# Mean radius of a Dirac hydrogenic orbital and the direct contraction: the hydrogen 2p doublet

## Statement

One electron moves in the field of a fixed point nucleus of charge $Ze$. A bound state carries the principal quantum number $n$ and the Dirac number $\kappa$, with $\kappa=-(l+1)$ for $j=l+\tfrac12$ and $\kappa=+l$ for $j=l-\tfrac12$. Thus $\kappa=-1,+1,-2$ for $s_{1/2},p_{1/2},p_{3/2}$. Define $a=Z\alpha<1$ and

$$\gamma=\sqrt{\kappa^2-a^2},\qquad N^2=n^2-2(n-|\kappa|)(|\kappa|-\gamma),\qquad \varepsilon=\frac{E}{mc^2}=\frac{n-|\kappa|+\gamma}{N}.$$

The energy $E$ includes the rest energy, and $1-\varepsilon^2=a^2/N^2$. The mean radius is taken with the Dirac position operator over the full four-component density, and $a_0=0.529177$ Å is the Bohr radius.

**Exact mean radius.**
$$\langle r\rangle_{n\kappa}=\frac{a_0}{2Z}\left[\varepsilon\,(3N^2-\kappa^2)-\kappa\right].$$

**Leading shift** from the Schrödinger value $\frac{a_0}{2Z}[3n^2-l(l+1)]$:
$$\delta\langle r\rangle=-\frac{a_0(Z\alpha)^2}{2Z}\left[\frac{3n}{|\kappa|}-\frac32-\frac{\kappa^2}{2n^2}\right]+O\!\left(Z^3\alpha^4a_0\right).$$

**Consequences.** Every orbital contracts. States of equal $n$ and $|\kappa|$ contract by the same length to all orders in $Z\alpha$, and in particular $\langle r\rangle_{ns}-\langle r\rangle_{np_{1/2}}=a_0/Z$ exactly.

**The $n=2$ model.** With $N=\sqrt{2+2\sqrt{1-a^2}}$ for the two $j=\tfrac12$ states,
$$\langle r\rangle_{2p_{3/2}}=\frac{a_0}{Z}\left(1+2\sqrt{4-a^2}\right),\qquad \langle r\rangle_{2p_{1/2},\,2s}=\frac{a_0}{4Z}\left(3N^3-N\mp2\right),$$
the upper sign belonging to $2p_{1/2}$. For $Z=1$ the $2p_{1/2}$ orbital is more compact than $2p_{3/2}$ by $\tfrac{27}{16}\alpha^2a_0$ in leading order.

## Radial equations

Lengths in the proofs are measured in $\hbar/mc=\alpha a_0$, so a length $L/a$ in these units equals $La_0/Z$. The large and small radial functions $P,Q$, normalised as $\int_0^\infty(P^2+Q^2)\,dr=1$, obey
$$P'=-\frac{\kappa}{r}P+\left(\varepsilon+1+\frac ar\right)Q,\qquad Q'=\frac{\kappa}{r}Q-\left(\varepsilon-1+\frac ar\right)P .$$
Both behave as $r^\gamma$ at the origin and decay as $e^{-\lambda r}$ with $\lambda=\sqrt{1-\varepsilon^2}$.

## The model: one or two functions per component

**$2p_{3/2}$, one function.** Put $\kappa=-2$, $P=r^\gamma e^{-\lambda r}$ and $Q=qP$. The $1/r$ terms give $\gamma-2=aq$ and $(\gamma+2)q=-a$, hence $\gamma=\sqrt{4-a^2}$ and $q=-a/(2+\gamma)$. The constant terms give $\lambda=-(1+\varepsilon)q$ and $-q\lambda=1-\varepsilon$, which are solved by $\varepsilon=\gamma/2$, $\lambda=a/2$. The density is proportional to $r^{2\gamma}e^{-2\lambda r}$, whose mean is
$$\langle r\rangle=\frac{2\gamma+1}{2\lambda}=\frac{2\gamma+1}{a}.$$
The general statement has $N=2$ here and gives $[8\varepsilon+2]/2a=(2\gamma+1)/a$, the same value.

**$2p_{1/2}$ and $2s$, two functions.** Put $\kappa=\pm1$, $P=(p_0+p_1r)r^\gamma e^{-\lambda r}$ and $Q=(q_0+q_1r)r^\gamma e^{-\lambda r}$. The lowest power requires $(\gamma+\kappa)p_0=aq_0$ and $(\gamma-\kappa)q_0=-ap_0$, so $\gamma=\sqrt{1-a^2}$. The highest power requires $q_1=-\lambda p_1/(1+\varepsilon)$ with $\lambda^2=1-\varepsilon^2$. The middle power then reads
$$\left[\gamma+1+\kappa+\frac{a\lambda}{1+\varepsilon}\right]p_1=\lambda p_0+(1+\varepsilon)q_0,$$
$$\left[a-\frac{(\gamma+1-\kappa)\lambda}{1+\varepsilon}\right]p_1=(1-\varepsilon)p_0+\lambda q_0 .$$
Multiplying the second line by $(1+\varepsilon)/\lambda$ makes the right-hand sides equal. Equating the left-hand sides cancels $\kappa$ and leaves $a\varepsilon/\lambda=\gamma+1$. Therefore $\varepsilon^2=(1+\gamma)/2$, and with $N^2=2+2\gamma$ one has $\varepsilon=N/2$ and $\lambda=a/N$ for both signs of $\kappa$. Set $x=2\lambda r$, $s=2\gamma+1=N^2-1$, $M=N-\kappa$ and $y=1-x/s$. The solution is
$$P\propto\sqrt{1+\varepsilon}\,x^\gamma e^{-x/2}(My-1),\qquad Q\propto-\sqrt{1-\varepsilon}\,x^\gamma e^{-x/2}(My+1),$$
with a common constant, and
$$P^2+Q^2\propto x^{s-1}e^{-x}\left[M^2y^2+1-NMy\right].$$
Averages over the normalised weight $x^{s-1}e^{-x}/\Gamma(s)$ follow from $\overline{x^k}=s(s+1)\cdots(s+k-1)$: $\overline y=0$, $\overline{y^2}=1/s$, $\overline{xy}=-1$, $\overline{xy^2}=1+2/s$. Hence
$$\langle x\rangle=\frac{M^2(s+2)+s^2+NMs}{M^2+s}.$$
Since $\kappa^2=1$, $s=M(N+\kappa)$. One factor $M$ cancels, the denominator becomes $2N$, and the numerator becomes $(N-\kappa)(3N^2+3\kappa N+2)=3N^3-N-2\kappa$. Division by $2\lambda=2a/N$ gives
$$\langle r\rangle=\frac{3N^3-N-2\kappa}{4a}.$$
The general statement gives $[\tfrac N2(3N^2-1)-\kappa]/2a$, which is identical. The sign of $\kappa$ survives only in the constant term, so $2s$ and $2p_{1/2}$ differ by $1/a$, that is $a_0/Z$.

## Proof for a general state

Let $A=P^2+Q^2$, $B=P^2-Q^2$, $C=2PQ$. The radial equations give
$$A'=-\frac{2\kappa}{r}B+2C,\qquad B'=-\frac{2\kappa}{r}A+2\left(\varepsilon+\frac ar\right)C,\qquad C'=2A-2\left(\varepsilon+\frac ar\right)B .$$
Define moments $A_p=\int_0^\infty r^pA\,dr$, and likewise $B_p$, $C_p$. Multiply by $r^{p+1}$ and integrate by parts. For $p\ge-1$ the boundary terms vanish because $\gamma>0$:
$$-(p+1)A_p=-2\kappa B_p+2C_{p+1}\tag{M1}$$
$$-(p+1)B_p=-2\kappa A_p+2\varepsilon C_{p+1}+2aC_p\tag{M2}$$
$$-(p+1)C_p=2A_{p+1}-2\varepsilon B_{p+1}-2aB_p\tag{M3}$$
The normalisation is $A_0=1$, and $A_1=\langle r\rangle$ is sought.

1. At $p=-1$, (M1) gives $C_0=\kappa B_{-1}$ and (M3) gives $aB_{-1}=1-\varepsilon B_0$. Thus $aC_0=\kappa(1-\varepsilon B_0)$.
2. At $p=0$, (M1) gives $C_1=\kappa B_0-\tfrac12$. Inserting both results in (M2) at $p=0$ cancels all terms in $\kappa$ and leaves $B_0=\varepsilon$. So $C_1=\kappa\varepsilon-\tfrac12$ and $aC_0=\kappa(1-\varepsilon^2)$.
3. At $p=0$, (M3) gives $\varepsilon B_1=A_1-a\varepsilon+\tfrac12C_0$.
4. At $p=1$, $\varepsilon$ times (M1) minus (M2) removes $C_2$: $(1+\kappa\varepsilon)B_1=(\kappa+\varepsilon)A_1-aC_1$.

Eliminating $B_1$ between steps 3 and 4,
$$(1-\varepsilon^2)A_1=(1+\kappa\varepsilon)\left(a\varepsilon-\tfrac12C_0\right)-a\varepsilon C_1,$$
$$\langle r\rangle=\frac{3a\varepsilon}{2(1-\varepsilon^2)}-\frac{\kappa(1+\kappa\varepsilon)}{2a}.$$
No explicit wave function was needed. The energy enters through the standard termination condition $a\varepsilon/\lambda=n-|\kappa|+\gamma$, of which the model contains the cases $n-|\kappa|=0$ and $1$. It is equivalent to $1-\varepsilon^2=a^2/N^2$, and this substitution yields the stated formula.

**Limit and contraction.** For $a\to0$, $\varepsilon\to1$ and $N\to n$, and $\kappa(\kappa+1)=l(l+1)$ for either sign of $\kappa$, which restores the Schrödinger radius. The exact shift is
$$\delta\langle r\rangle=\frac{a_0}{2Z}\left[\varepsilon(3N^2-\kappa^2)-(3n^2-\kappa^2)\right].$$
It depends on $|\kappa|$ only. It is negative for every $0<a<1$, because $\varepsilon<1$ and $|\kappa|\le N\le n$.

**Expansion.** To first order in $a^2$, $|\kappa|-\gamma=a^2/2|\kappa|$, so $N^2=n^2-(n-|\kappa|)a^2/|\kappa|$ and $\varepsilon=1-a^2/2n^2$. The bracket changes by $-3(n-|\kappa|)a^2/|\kappa|-(3n^2-\kappa^2)a^2/2n^2$, which is the stated leading shift. The coefficient $3n/|\kappa|-\tfrac32-\kappa^2/2n^2$ falls as $|\kappa|$ grows and reaches its minimum, 1, at $|\kappa|=n$. The absolute contraction scales as $Z\alpha^2a_0$ and the fractional one as $(Z\alpha)^2$. For $s$ states of large $n$ the fraction tends to $(Z\alpha)^2/n$.

## Numbers

For $Z=1$, $\alpha^2=5.3251\times10^{-5}$. The leading shifts are $-\tfrac{35}{16}\alpha^2a_0$ for $2s$ and $2p_{1/2}$ and $-\tfrac12\alpha^2a_0$ for $2p_{3/2}$. The closed forms give the following values, which belong to the model with a fixed point nucleus.

| state | $\kappa$ | Schrödinger (Å) | Dirac (Å) | shift ($10^{-5}$ Å) | contraction (ppm) |
|---|---|---|---|---|---|
| $2s_{1/2}$ | $-1$ | 3.175063 | 3.175002 | $-6.1643$ | 19.4 |
| $2p_{1/2}$ | $+1$ | 2.645886 | 2.645824 | $-6.1643$ | 23.3 |
| $2p_{3/2}$ | $-2$ | 2.645886 | 2.645872 | $-1.4090$ | 5.3 |

The two $2p$ components differ in radius by $4.7553\times10^{-5}$ Å, and $\tfrac{27}{16}\alpha^2a_0$ reproduces these digits. Their energies differ by $mc^2[\sqrt{1-\alpha^2/4}-N/2]\approx mc^2\alpha^4/32$, which is 45.28 µeV, or 0.53 K in temperature units. The lower level is the more compact one. The $2s$ and $2p_{1/2}$ orbitals shrink by equal lengths, but the fraction is larger for $2p_{1/2}$, whose reference radius is $5a_0$ instead of $6a_0$.

The same closed forms at $Z=79$, a one-electron ion with a point nucleus of the charge of gold, show the growth with $Z$. There $a^2=0.3323$, and $Z\langle r\rangle/a_0$ is 5.219, 4.219 and 4.830 for $2s$, $2p_{1/2}$ and $2p_{3/2}$. The exact contractions are 13.0, 15.6 and 3.4 per cent, against 12.1, 14.5 and 3.3 per cent in leading order. These model values describe the direct effect only. In a many-electron atom the contracted $s$ and $p_{1/2}$ shells screen the nucleus more strongly, and this indirect effect can expand outer $d$ and $f$ orbitals.

## Origin of the 2p difference

The Pauli expansion separates the shift into a scalar and a spin-orbit part. Take $Z=1$ and atomic units ($a_0$ and the hartree, 27.211 eV). Add $\mu r$ to the potential energy $V=-1/r$. By the Hellmann–Feynman theorem the Dirac mean radius is $dE/d\mu$ at $\mu=0$. At order $\alpha^2$ the only $j$-dependent operator is
$$\frac{\alpha^2}{2r}\frac{dV}{dr}\,\mathbf L\cdot\mathbf S=\eta\left(r^{-3}+\mu r^{-1}\right),\qquad\eta=\tfrac12\alpha^2\langle\mathbf L\cdot\mathbf S\rangle,$$
with $\langle\mathbf L\cdot\mathbf S\rangle=-1$ for $j=\tfrac12$ and $+\tfrac12$ for $j=\tfrac32$.

Two terms are linear in $\eta\mu$. The first is the second-order cross term of $\mu r$ and $\eta r^{-3}$. For $u_0\propto r^2e^{-r/2}$ the equation $(H_0-E_0)w=-(r-5)u_0$ has the solution $w=(30-r^2)u_0$, orthogonal to $u_0$ because $\langle r^2\rangle=30$. The cross term contributes $2\eta\langle(30-r^2)r^{-3}\rangle=2\eta\left(\tfrac{30}{24}-\tfrac14\right)=2\eta$. The second is $\eta\langle r^{-1}\rangle=\eta/4$, the picture-change correction of the position operator. The sum $9\eta/4$ is $-\tfrac98\alpha^2$ for $2p_{1/2}$ and $+\tfrac9{16}\alpha^2$ for $2p_{3/2}$, a difference of $\tfrac{27}{16}\alpha^2$, as in the Dirac result. One ninth of it is picture change, and it is missed if the plain operator $r$ is averaged over two-component functions.

Subtracting the spin-orbit part from either Dirac shift leaves the same scalar part, $-\tfrac{17}{16}\alpha^2a_0=-2.99\times10^{-5}$ Å, which is also the mean weighted by $2j+1$. Spin-orbit coupling alone expands $2p_{3/2}$, and the orbital still contracts because the scalar part is larger.

## Terms left out for real hydrogen

*Nuclear motion.* The reduced mass stretches the electron-proton distance by the factor $1+m_e/m_p$. For $2p$ this adds $1.44\times10^{-3}$ Å, which is 23 times the $2p_{1/2}$ contraction. The tabulated radii are therefore not those of the atom beyond their leading figures. The stretch is common to both components and alters their difference only at relative order $m_e/m_p$, or 0.05 per cent.

*Anomalous magnetic moment.* It multiplies the spin-orbit coupling by $g-1\approx1+\alpha/\pi$, an increase of 0.23 per cent. The hyperfine interaction cancels in first order in the weighted mean over the sublevels of each component.

*Lamb shift.* It breaks the equal contraction of $2s$ and $2p_{1/2}$. Represent it roughly as a contact repulsion that raises $2s$ by $\Delta$, with the approximate input $\Delta\approx4.4$ µeV. For $u_0=(r-r^2/2)e^{-r/2}$ the solution of $(H_0-E_0)w=-(r-6)u_0$ orthogonal to $u_0$ is $w=24u_0+(r^4/2-2r^3)e^{-r/2}$. A contact term samples $w/u_0=24$ at the origin, so $\delta\langle r\rangle=48\Delta$ in atomic units. This is an expansion of about $4\times10^{-6}$ Å, some 7 per cent of the Dirac contraction of $2s$. The identity $\langle r\rangle_{2s}-\langle r\rangle_{2p_{1/2}}=a_0/Z$ is thus a property of the Dirac–Coulomb problem.

The corrections to the difference between the two $2p$ radii amount to about 0.3 per cent, so the model's value carries over to the hydrogen atom as about $4.8\times10^{-5}$ Å, with $2p_{1/2}$ the smaller orbital.